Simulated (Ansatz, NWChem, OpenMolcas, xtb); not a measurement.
Ligand exchange: C3H7F + SiH3(SiH3) → C3H10Si + SiH3F

Species: C3H7F (2-fluoropropane) `CC(C)F`, singlet; SiH3(SiH3) (disilane), singlet; C3H10Si `CC(C)[SiH3]`, singlet; SiH3F `F[SiH3]`, singlet. The partners trade F for SiH3: C–F and Si–SiH3 bonds give way to C–SiH3 and Si–F.

Shapes, held fixed at every level: PBE0-D4/def2-TZVP. Programs: Ansatz 0.2.0, NWChem 7.3.0, OpenMolcas 26.06, xtb 6.7.1. A level may come from different programs for different species; with the same settings they agree closely. The zero-point and thermal change to 298 K, harmonic and unscaled (PBE0-D4/def2-TZVP), is +1.4 kJ/mol.

Estimate ΔH(298 K) of this reaction.

The highest level, CCSD(T)/CBS estimate, gives ΔH(298 K) = -172.3 kJ/mol; the levels span -194.4 to -134.9. The column of differences is taken from that level and isn't an error. No measured value is set beside it here. The CBS estimate extrapolates MP2 from def2-TZVPP and def2-QZVPP and adds CCSD(T) − MP2 in the triple-zeta set, cores frozen.

```
                             level                    kind  ΔH(298 K) (kJ/mol)  less CCSD(T)/CBS estimate
                          GFN2-xTB          semi-empirical              -194.4                      -22.1
                 PBE-D4/def2-TZVPP                     GGA              -141.6                      +30.7
              r2SCAN-D4/def2-TZVPP                meta-GGA              -155.6                      +16.7
B3LYP/6-31G* (spherical functions)           global hybrid              -134.9                      +37.4
             r2SCAN0-D4/def2-TZVPP           global hybrid              -160.4                      +11.9
                wB97M-V/def2-TZVPP  range-separated hybrid              -167.5                       +4.8
                wB97X-V/def2-TZVPP  range-separated hybrid              -157.6                      +14.7
              CCSD(T)/CBS estimate   coupled cluster or CI              -172.3                        0.0
```

The exchange is strongly exothermic at every level, so its direction is not in doubt. The main driving force is the replacement of C–F by Si–F. Silicon is more electropositive than carbon, which gives its bond to fluorine a larger ionic contribution, probably helped by some donation from fluorine lone pairs into Si–H antibonding orbitals. Exchanging the Si–Si bond, weakened by diffuse valence orbitals and poor overlap, for a stronger, slightly polar C–Si bond works in the same direction.

All the density functionals give a less exothermic reaction than coupled cluster, while GFN2-xTB overshoots it. Adding exact exchange to r2SCAN moves the value only from -155.6 to -160.4 kJ/mol, and B3LYP/6-31G* lies below even PBE in exothermicity, so hybrid character alone does not order the results. The small basis probably contributes to the B3LYP deviation, since it describes polar Si–F bonding poorly. The favourable enthalpy says nothing about the barrier to exchange, which may be high for these saturated molecules.
